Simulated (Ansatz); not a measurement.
**How methods differ on BH3 (SMILES B)**

BH3: 4 atoms, total charge 0, spin state singlet. As SMILES, `B`. Geometry: relaxed at PBE0-D4/def2-TZVP.

| atom | x (Å) | y (Å) | z (Å) |
| --- | --- | --- | --- |
| B | 0.0139 | -0.0151 | -0.0051 |
| H | 0.9822 | 0.3817 | 0.5688 |
| H | -0.2762 | -1.1718 | 0.0430 |
| H | -0.6644 | 0.7449 | -0.6269 |

Quantity: the energy change with the B1–H2 bond stretched from 1.193 to 1.790 Å, in eV. The values are calculated.

```csv
level,kind,program,value (eV),less FCI/6-31G*,CPU time (all runs)
SVWN5/6-31G* (spherical functions) (restricted),LDA,Ansatz,1.72,-0.06,0.77 s
BLYP/6-31G* (spherical functions) (restricted),GGA,Ansatz,1.74,-0.04,1.1 s
r2SCAN/6-31G* (spherical functions) (restricted),meta-GGA,Ansatz,1.84,+0.06,2.5 s
B3LYP/6-31G* (spherical functions) (restricted),global hybrid,Ansatz,1.86,+0.08,1.4 s
HSE06/6-31G* (spherical functions) (restricted),range-separated hybrid,Ansatz,1.87,+0.09,1.4 s
B2PLYP/6-31G* (spherical functions) (restricted),double hybrid,Ansatz,1.92,+0.14,1.6 s
CCSD(T)/6-31G* (spherical functions) (restricted),coupled cluster or CI,Ansatz,1.79,+0.01,0.33 s
FCI/3-21G,exact in the basis,Ansatz,1.65,-0.13,0.94 s
FCI/6-31G* (spherical functions),exact in the basis,Ansatz,1.78,0.00,5.5 s
```

FCI/6-31G* (spherical functions) is exact within its basis and frozen core, so for wave-function methods in that basis the difference is their error; functionals converge differently with the basis, so for them it is only a difference. The first shape isn't each level's own minimum. The values span 1.65 to 1.92 eV. High-level rows in very small sets aren't better than simpler rows in larger ones. CPU times are rough (shared hosts, several kinds of processor): they show what a rung costs within a factor of a few.

Stretching one B–H bond by half costs 1.78 eV at the FCI/6-31G* level, and CCSD(T) comes within 0.01 eV of it. The bond is therefore still largely described by one closed-shell determinant, with the growing left-right correlation between the bonding and antibonding σ orbitals recovered mainly by the double excitations in the coupled-cluster treatment. Among the functionals, the cost rises from BLYP through B3LYP to B2PLYP, probably because a larger share of exact exchange in a restricted determinant penalises the stretched bond, where ionic terms are overweighted. Exact exchange can't be the whole explanation, since r2SCAN has none yet lies close to the hybrids.

The lower FCI value in 3-21G probably reflects the missing d functions on boron, which help the compact bond more than the stretched one. This basis effect is as important as most of the differences between methods. The good CCSD(T) result doesn't extend to full dissociation, where two determinants become nearly degenerate and a restricted single-reference treatment can fail.
